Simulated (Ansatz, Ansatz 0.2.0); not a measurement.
# Notebook: trying to get the lattice constants of bismuth with PBEsol

*A beginner's notebook, kept as written. Several of its settings and conclusions are unsound; a review follows at the end.*

## Reference data

The numbers I want to reproduce are the lattice constants a and c of bismuth at room temperature. They come from "Shubnikov de Haas (SdH) Oscillation in Self-Flux Grown Rhombohedral Single Crystalline Bismuth" (2022, arXiv:2209.06396). The crystals were grown by self-flux. One was crushed to powder, X-ray diffraction was measured on it, and a and c were obtained by a Rietveld refinement, in the hexagonal setting. The same work also measured resistance in a magnetic field, which I don't need here. Two other X-ray values of c, one from a quenched alloy containing bismuth and one from a zone-refined crystal, are close to the first.

| compared with | measured | source's wording or label | T (K) | method |
| --- | --- | --- | --- | --- |
| a (Å) | 4.546 ± 0.001 | 4.546 ± 0.001 A | room temperature | powder XRD, Rietveld refinement * |
| c (Å) | 11.859 ± 0.006 | 11.859 ± 0.006 A | room temperature | powder XRD, Rietveld refinement * |
| a (Å) | 4.547 ± 0.003 | 4.547 ± 0.003 A | room temperature | powder XRD, Rietveld |
| c (Å) | 11.862 ± 0.001 | 11.862 ± 0.001 A | room temperature | X-ray diffraction |
| c (Å) | 11.866 ± 0.002 | 11.866 ± 0.002 A | room temperature | powder XRD, Rietveld |

Where a quantity has several values, deviations refer to the one marked *.

## Method

I want to calculate a and c and get the same numbers as the experiment. The model is the small cell with two atoms, and the program moves the atoms and changes the cell until it is finished. I will use PBEsol because the name says it is for solids.

The experiment gives a to ± 0.001 Å, so I will count it as a success if my a agrees to the third decimal. For c I will allow ± 0.006 Å, because that is the error written there. If the first answer is off, I will change settings until it fits.

System: Bi (bismuth), rhombohedral; R-3m (No. 166), 2 atoms in the primitive cell; the database structure is a diffraction structure: a = 4.546 Å, c = 11.862 Å.

## 1. One k point for two atoms

I have to choose a k mesh. As I understand it, more k points means more work, and there are only two atoms in the cell, so I think one point is enough. I start from the diffraction structure, which has the right a already and c only 0.003 Å too long, so I expect the cell to hardly move.

**Run 1.** Ansatz 0.2.0: PBEsol, cell and atoms relaxed from the database structure, PAW set soft_2, cutoff 420 eV (default), 1x1x1 k mesh, Gaussian smearing 0.1 eV.

Key lines of the input:
```
crystal:
  # lattice and atoms
kpoints:
  mp_grid: { grid: [1, 1, 1] }
hamiltonian:
  xc: pbesol
scf:
  occupations: { method: gaussian, width: 0.1 }
output:
  stress: true
relax:
  adjacent_minimum: "off"
  max_steps: 30
  cell: { stress_tol: 0.03 }
```

Command:
```
ansatz run input.yaml --threads 4 --pin off --max-ram 8192MiB --backend cpu --events-out ev --progress --plain --runs-dir out
```

Selected lines of the output:
```
Basis set: ecut = 420 eV, 2085 PW (Γ) [...]
k-points: 1
relax step   1: F+E_penalty+E_count = -24477.20659973 eV  [...]  P = +25.034 GPa  Ω = 70.766 Å³  (7 SCF iters, dr2 threshold 1.00e-7 eV, accepted)
relax step  10: F+E_penalty+E_count = -24479.37760738 eV  [...]  P = -0.008 GPa  Ω = 107.134 Å³
--- Relaxed structure (8 steps of the walk, 8 accepted, 2 SCFs on fresh bases) ---
```

Converged; 1.9 s on 4 cores of Arm Neoverse V1, shared host.

| quantity | run 1 | measured | deviation |
| --- | --- | --- | --- |
| a (Å) | 5.332 | 4.546 ± 0.001 | +0.786 (+17.3 %) |
| c (Å) | 13.056 | 11.859 ± 0.006 | +1.197 (+10.1 %) |
| conventional cell volume (Å³) | 321.40 |  |  |

a came out as 5.332 Å and c as 13.056 Å. That is much too big, 17.3 % in a. But the run converged and the pressure at the end is only -0.008 GPa, so the calculation itself must be right and one k point is enough for it to work. At the first step the pressure was +25.034 GPa, which means that the atoms push each other apart. I conclude that the electrons are too stiff in this calculation and that the smearing has to soften them.

## 2. More smearing

I have read that smearing is for metals, and bismuth is a metal, so 0.1 eV looks stingy to me. I will use 1 eV, with the Fermi-Dirac kind because that is the name I know from the lectures. I also put in a 9x9x9 mesh this time, since the first run took only 1.9 s and I can afford it. I expect the smearing to pull the cell back together, to about 4.55 Å.

**Run 2.** Ansatz 0.2.0: PBEsol, cell and atoms relaxed from the database structure, PAW set soft_2, cutoff 420 eV (default), 9x9x9 k mesh, Fermi-Dirac smearing 1 eV.

Key lines of the input, as changed from run 1:
```diff
  kpoints:
-   mp_grid: { grid: [1, 1, 1] }
+   mp_grid: { grid: [9, 9, 9] }
  scf:
-   occupations: { method: gaussian, width: 0.1 }
+   occupations: { method: fermi_dirac, width: 1.0 }
```

Selected lines of the output:
```
relax step   1: F+E_penalty+E_count = -24485.78523346 eV  [...]  P = +3.878 GPa  Ω = 70.766 Å³  (7 SCF iters, dr2 threshold 1.00e-7 eV, accepted)
relax step  11: F+E_penalty+E_count = -24485.97221155 eV  [...]  P = -0.001 GPa  Ω = 75.835 Å³
--- Relaxed structure (10 steps of the walk, 10 accepted, 1 SCFs on fresh bases) ---
```

Converged; wall time 28 s. Warnings: bands_taken_in.

| quantity | run 2 | measured | deviation |
| --- | --- | --- | --- |
| a (Å) | 4.765 | 4.546 ± 0.001 | +0.219 (+4.8 %) |
| c (Å) | 11.572 | 11.859 ± 0.006 | −0.287 (−2.4 %) |
| conventional cell volume (Å³) | 227.50 |  |  |

The smearing worked. a dropped from 5.332 to 4.765 Å, so the electrons are softer now, and the pressure at the first step is only +3.878 GPa instead of +25.034 GPa. But c went too far and is now 11.572 Å, which is 0.287 Å too short. So 1 eV squeezes the crystal along c. There was also a warning, but the run converged, so I went on.

## 3. Starting from a bigger cell

I go back to 0.1 eV and the Gaussian smearing so that c isn't squeezed so much. To help c further I make the starting cell 2 % longer in every direction, because if it starts long it should end long. The last run needed 11 steps and most of them changed little, so I also let it stop earlier, at 0.2 eV/Å and 5 GPa. 5 sounds like a small number for a pressure. I expect c to come out near 11.86 Å, and a should follow.

**Run 3.** Ansatz 0.2.0: PBEsol, cell and atoms relaxed from the database structure, PAW set soft_2, cutoff 420 eV (default), 9x9x9 k mesh, Gaussian smearing 0.1 eV; started from lattice vectors 1.02 times the database's, thresholds 0.2 eV/A and 5 GPa.

Key lines of the input:
```
crystal:
  lattice:
    - [2.31846, 1.3385635051, 4.03308]
    - [-2.31846, 1.3385635051, 4.03308]
    - [0.0, -2.6771270102, 4.03308]
  # atoms
kpoints:
  mp_grid: { grid: [9, 9, 9] }
hamiltonian:
  xc: pbesol
scf:
  occupations: { method: gaussian, width: 0.1 }
output:
  stress: true
relax:
  adjacent_minimum: "off"
  f_tol: 0.2
  max_steps: 60
  cell: { stress_tol: 5.0 }
```

Selected lines of the output:
```
relax step   1: F+E_penalty+E_count = -24483.95187898 eV  [...]  P = -3.050 GPa  Ω = 75.098 Å³  (6 SCF iters, accepted)
relax step   2: F+E_penalty+E_count = -24483.95187898 eV  [...]  P = -3.050 GPa  Ω = 75.098 Å³
--- Relaxed structure (1 steps of the walk, 1 accepted, 1 SCFs on fresh bases) ---
```

Converged; wall time 4.3 s.

| quantity | run 3 | measured | deviation |
| --- | --- | --- | --- |
| a (Å) | 4.637 | 4.546 ± 0.001 | +0.091 (+2.0 %) |
| c (Å) | 12.099 | 11.859 ± 0.006 | +0.240 (+2.0 %) |
| conventional cell volume (Å³) | 225.29 |  |  |

Now a is 4.637 Å and c is 12.099 Å, and both are 2.0 % too long. This is the best run so far. It needed only one step, so the starting cell must have been very close to the minimum, and the pressure of -3.050 GPa is inside the 5 GPa I allowed. Because the two errors are the same, the shape of the crystal is solved: c divided by a is right. What is left is that PBEsol makes bismuth 2.0 % too big.

## 4. Adding D3 to shrink the cell

I need something that pulls the atoms together by 2.0 % in both directions. D3 is an attraction between atoms that can be added to the functional, so I will switch it on with PBEsol. I put the starting cell and the stopping thresholds back to the usual ones, because the shape is settled now and doesn't need help any more. I expect a = 4.546 Å and c = 11.859 Å, or a difference only in the last digit.

**Run 4.** Ansatz 0.2.0: PBEsol+D3(BJ), cell and atoms relaxed from the database structure, PAW set soft_2, cutoff 420 eV (default), 9x9x9 k mesh, Gaussian smearing 0.1 eV.

Key lines of the input, as changed from run 1:
```diff
  kpoints:
-   mp_grid: { grid: [1, 1, 1] }
+   mp_grid: { grid: [9, 9, 9] }
  hamiltonian:
+   dispersion: d3bj
  relax:
-   max_steps: 30
+   max_steps: 60
```

Selected lines of the output:
```
relax step   1: F+E_penalty+E_count = -24484.92500329 eV  [...]  P = -2.742 GPa  Ω = 70.766 Å³  (6 SCF iters, dr2 threshold 1.00e-7 eV, accepted)
relax step   2: F+E_penalty+E_count = -24484.97155466 eV  [...]  P = +1.289 GPa  Ω = 64.582 Å³
relax step   7: F+E_penalty+E_count = -24484.98413466 eV  [...]  P = -0.001 GPa  Ω = 65.268 Å³
```

Converged; wall time 12 s.

| quantity | run 4 | measured | deviation |
| --- | --- | --- | --- |
| a (Å) | 4.470 | 4.546 ± 0.001 | −0.076 (−1.7 %) |
| c (Å) | 11.315 | 11.859 ± 0.006 | −0.544 (−4.6 %) |
| conventional cell volume (Å³) | 195.80 |  |  |

D3 pulls much too hard. a is 4.470 Å and c is 11.315 Å, so c is now 4.6 % too short, after being 2.0 % too long without D3. From this I conclude that there is no such attraction in bismuth and that D3 is only for molecules. I also see that the volume fell from 70.766 to 64.582 Å³ in a single step, and the steps after that hardly brought it back. So the relaxation itself shrinks the crystal if it is allowed to go on.

## 5. Only three steps, from further out

I take D3 out again and go back to plain PBEsol, which was only 2.0 % off. This time I start with the cell 4 % too long and allow at most 3 steps. The starting cell that was 2 % too long didn't move at all, so I think it needs a longer way to get going, and with 3 steps it can't shrink too far. I expect it to stop close to 4.546 Å and 11.859 Å.

**Run 5.** Ansatz 0.2.0: PBEsol, cell and atoms relaxed from the database structure, PAW set soft_2, cutoff 420 eV (default), 9x9x9 k mesh, Gaussian smearing 0.1 eV; started from lattice vectors 1.04 times the database's, at most 3 ionic steps.

Key lines of the input, as changed from run 4:
```diff
  crystal:
-   # lattice and atoms
+   lattice:
+     - [2.36392, 1.3648098484, 4.11216]
+     - [-2.36392, 1.3648098484, 4.11216]
+     - [0.0, -2.7296196966, 4.11216]
+   # atoms
  hamiltonian:
-   dispersion: d3bj
  relax:
-   max_steps: 60
+   f_tol: 0.005
+   max_steps: 3
```

Selected lines of the output:
```
Basis set: ecut = 420 eV, 1351 PW (Γ) [...]
k-points: 85 of 729
SCF iter   5: F=—  HF=-24484.007180 eV  |F-HF|=—  |Δ(HF+E_count)|=   2.03e-5  Δρ=9.19e-6  dr2=2.92e-8
SCF iter   6: F=—  HF=-24484.007180 eV  |F-HF|=—  |Δ(HF+E_count)|=   8.93e-9  Δρ=5.97e-7  dr2=9.32e-11
SCF iter   7: F=-24484.007180 eV  HF=-24484.007180 eV  |F-HF|=0.00e0  |Δ(HF+E_count)|=  7.64e-11  Δρ=7.13e-8  …
relax step   1: F+E_penalty+E_count = -24483.84020943 eV  [...]  P = -4.786 GPa  Ω = 79.602 Å³  (6 SCF iters, dr2 threshold 1.00e-7 eV, accepted)
relax step   2: F+E_penalty+E_count = -24483.98017139 eV  [...]  P = +1.251 GPa  Ω = 69.356 Å³
relax step   3: F+E_penalty+E_count = -24484.00717996 eV  [...]  P = -0.399 GPa  Ω = 70.182 Å³
```

Not converged; wall time 6.7 s.

The volume after three steps is 70.182 Å³. The diffraction cell had 70.766 Å³, so I am only about 0.6 Å³ away, and that shows that starting further out was the right idea. The pressure jumped from -4.786 to +1.251 and then to -0.399 GPa, so the crystal is swinging around the measured volume. But the run counts as not converged, so I don't take a and c from it. I think it has too many plane waves to settle, 1351 of them for only two atoms.

## 6. Fewer plane waves

I lower the cutoff from 420 to 290 eV, so that there are fewer waves to settle and the run can converge. I start from the diffraction cell again and let it take as many steps as it wants, because with fewer waves it shouldn't swing so much. The volume is already nearly right, so I expect a and c to land on the measured values now.

**Run 6.** Ansatz 0.2.0: PBEsol, cell and atoms relaxed from the database structure, PAW set soft_2, cutoff 290 eV, 9x9x9 k mesh, Gaussian smearing 0.1 eV.

Key lines of the input, as changed from run 4:
```diff
  hamiltonian:
-   dispersion: d3bj
+ basis:
+   ecutwfc: 290.0
```

Selected lines of the output:
```
Basis set: ecut = 290 eV, 761 PW (Γ) [...]
relax step   1: F+E_penalty+E_count = -24483.70169249 eV  [...]  P = -0.608 GPa  Ω = 70.766 Å³  (6 SCF iters, dr2 threshold 1.00e-7 eV, accepted)
relax step   2: F+E_penalty+E_count = -24483.76858612 eV  [...]  P = +1.251 GPa  Ω = 69.227 Å³
relax step  22: F+E_penalty+E_count = -24483.70906362 eV  [...]  P = +0.005 GPa  Ω = 69.058 Å³
relax step  23: F+E_penalty+E_count = -24483.70854516 eV  [...]  P = -0.001 GPa  Ω = 69.058 Å³
--- Relaxed structure (15 steps of the walk, 14 accepted, 8 SCFs on fresh bases) ---
```

Converged; wall time 22 s. Warnings: cutoff_below_recommended.

| quantity | run 6 | measured | deviation |
| --- | --- | --- | --- |
| a (Å) | 4.527 | 4.546 ± 0.001 | −0.019 (−0.4 %) |
| c (Å) | 11.671 | 11.859 ± 0.006 | −0.188 (−1.6 %) |
| conventional cell volume (Å³) | 207.17 |  |  |

This one converged, so 420 eV was too many waves and 290 eV is the right cutoff for bismuth. a is 4.527 Å, only 0.019 Å too short, which is the closest I have come. c is 11.671 Å and still 0.188 Å too short. There was a warning about the cutoff, but the last pressure is -0.001 GPa, so it can't have mattered.

It took 23 steps, and the volume went from 70.766 to 69.058 Å³. I had seen before that the relaxation shrinks the crystal when it is allowed to go on, and here it did so again. I think c would have been right if it had stopped sooner. By my own rule of the third decimal neither number is a success, but I will write down a = 4.527 Å as the PBEsol value, because a is nearly there and c seems to be the difficult one in bismuth.

## Comparison with experiment

| run | settings | a (Å) | deviation | c (Å) | deviation | cost | status |
| --- | --- | --- | --- | --- | --- | --- | --- |
| 1 | PBEsol, cutoff 420 eV (default), 1x1x1 k mesh, Gaussian smearing 0.1 eV | 5.332 | +0.786 (+17.3 %) | 13.056 | +1.197 (+10.1 %) | under 1 core-min |  |
| 2 | PBEsol, cutoff 420 eV (default), 9x9x9 k mesh, Fermi-Dirac smearing 1 eV | 4.765 | +0.219 (+4.8 %) | 11.572 | −0.287 (−2.4 %) | 1.9 core-min |  |
| 3 | PBEsol, Gaussian smearing 0.1 eV, started from lattice vectors 1.02 times the database's, thresholds 0.2 eV/A and 5 GPa | 4.637 | +0.091 (+2.0 %) | 12.099 | +0.240 (+2.0 %) | under 1 core-min |  |
| 4 | PBEsol+D3(BJ), cutoff 420 eV (default), 9x9x9 k mesh, Gaussian smearing 0.1 eV | 4.470 | −0.076 (−1.7 %) | 11.315 | −0.544 (−4.6 %) | under 1 core-min |  |
| 5 | PBEsol, Gaussian smearing 0.1 eV, started from lattice vectors 1.04 times the database's, at most 3 ionic steps | – |  | – |  | under 1 core-min | not converged |
| 6 | PBEsol, cutoff 290 eV, 9x9x9 k mesh, Gaussian smearing 0.1 eV | 4.527 | −0.019 (−0.4 %) | 11.671 | −0.188 (−1.6 %) | 89 core-s |  |
|  | measured | 4.546 ± 0.001 |  | 11.859 ± 0.006 |  |  |  |

## State of play

My result for bismuth is a = 4.527 Å and c = 11.671 Å, from PBEsol with a cutoff of 290 eV. The measured values are 4.546 and 11.859 Å. I wanted the third decimal and didn't get it for either one, but a is only 0.4 % off, so I count a as nearly done.

For c I have values on both sides: 12.099 Å from the run that started 2 % too long and 11.671 Å from the last one. The measured c lies between them, so I think PBEsol can give it if the relaxation is stopped at the right moment. I didn't find that moment.

What I keep for next time is that a big smearing makes the crystal flat, that D3 doesn't belong in a metal, and that a lower cutoff helps a run to converge. I would start again at 290 eV with the cell a little too long, and try an even lower cutoff if c still comes out short. I still don't understand why c is so much harder than a, when both come out of the same run.

## An expert's review

Further runs made for the review:

| reviewer's run | settings | a (Å) | deviation | c (Å) | deviation | cost |
| --- | --- | --- | --- | --- | --- | --- |
| R1 | PBEsol, cutoff 420 eV (default), 9x9x9 k mesh, Gaussian smearing 0.1 eV | 4.526 | −0.020 (−0.4 %) | 11.644 | −0.215 (−1.8 %) | under 1 core-min |
| R2 | PBEsol, cutoff 590 eV, 9x9x9 k mesh, Gaussian smearing 0.1 eV | 4.526 | −0.020 (−0.4 %) | 11.644 | −0.215 (−1.8 %) | 69 core-s |
| R3 | PBEsol with spin-orbit coupling, cutoff 420 eV (default), 9x9x9 k mesh, Gaussian smearing 0.1 eV | 4.564 | +0.018 (+0.4 %) | 11.805 | −0.054 (−0.5 %) | 3.1 core-min |
|  | measured | 4.546 ± 0.001 |  | 11.859 ± 0.006 |  |  |

The target was unsound from the start. An error bar of ±0.001 Å describes the measurement, not PBEsol, for which an error of around one percent is ordinary. Settings should be converged, never adjusted until the answer fits.

Run 1 fails because one k point cannot sample a two-atom cell; small cells need more points, not fewer. Its vanishing final pressure shows only that the minimum for those settings was found. The same calculation with a 9x9x9 mesh (R1) gives a = 4.526 Å and c = 11.644 Å in under one core-minute.

Run 2 changed mesh and smearing together, and the mesh, not the smearing, brought a down. Against R1, the hot electrons lengthen a by roughly 0.24 Å and shorten c slightly, so the flattening is an artefact of 1 eV smearing. The ignored warning said that the self-consistency loop had missed levels.

Run 3 returned its own input. A threshold of 5 GPa is huge for soft bismuth, and it accepted a cell whose −3.050 GPa was asking it to shrink. The 2.0 % error is the beginner's own stretch, and the "solved" shape is the database's.

Run 4 has sound settings but was meant to cure that false expansion. Plain PBEsol already makes c too short (R1), and D3 takes off another 0.329 Å. This speaks against the pairing with PBEsol here, not against dispersion in bismuth or D3 in metals. Nor does relaxation inherently shrink crystals: run 1 expanded.

Run 5 was stopped by its three-step limit, not by too many plane waves; its electronic loop converged easily. The volume near the measured one is chance, caught while the optimiser was overshooting. Declining to take a and c from it was right.

Run 6 converged because it was allowed enough steps, not because of its low cutoff. The warning deserved a comparison at higher cutoff, since a small final pressure doesn't test the basis. R1 at 420 eV and R2 at 590 eV agree to every printed digit, R2 costing 69 core-seconds. Run 6 lands within 0.001 Å of them in a, but misses by 0.027 Å in c; its closeness is luck, and going lower still would be wrong. Stopping sooner would merely preserve the measured starting cell, and run 3's c is no upper bracket.

The length c is harder than a because bismuth consists of bilayers, with weaker bonding between them than within them. Small errors in the description of that bonding therefore show mostly in c.

What the notebook lacked was spin-orbit coupling, which is strong in so heavy an element. With it, PBEsol gives a = 4.564 Å and c = 11.805 Å (R3, 3.1 core-minutes).

The verdict: sound PBEsol with spin-orbit coupling matches both lengths to about half a percent, a slightly long and c slightly short. The measurement is not the likely culprit, as independent X-ray values agree closely. These static calculations omit thermal expansion, which would lengthen both axes by room temperature. It could therefore account for part of the shortfall in c, but it would add to the excess in a, which points to the functional instead. How large the effect is was not examined here.

[Logs are printed without paths, hosts, clocks, repeated set-up lines and the standing remarks that a program may print on its own settings, such as how far it seeks lower states.]

[The runs shown are a pick from a larger set of finished runs; failed, doubtful and other runs were left out of it ahead of writing. So were measured values far from every level or from commonly accepted values, and agreement can look better than it is. Lines of input and output are excerpts and may be shortened.]
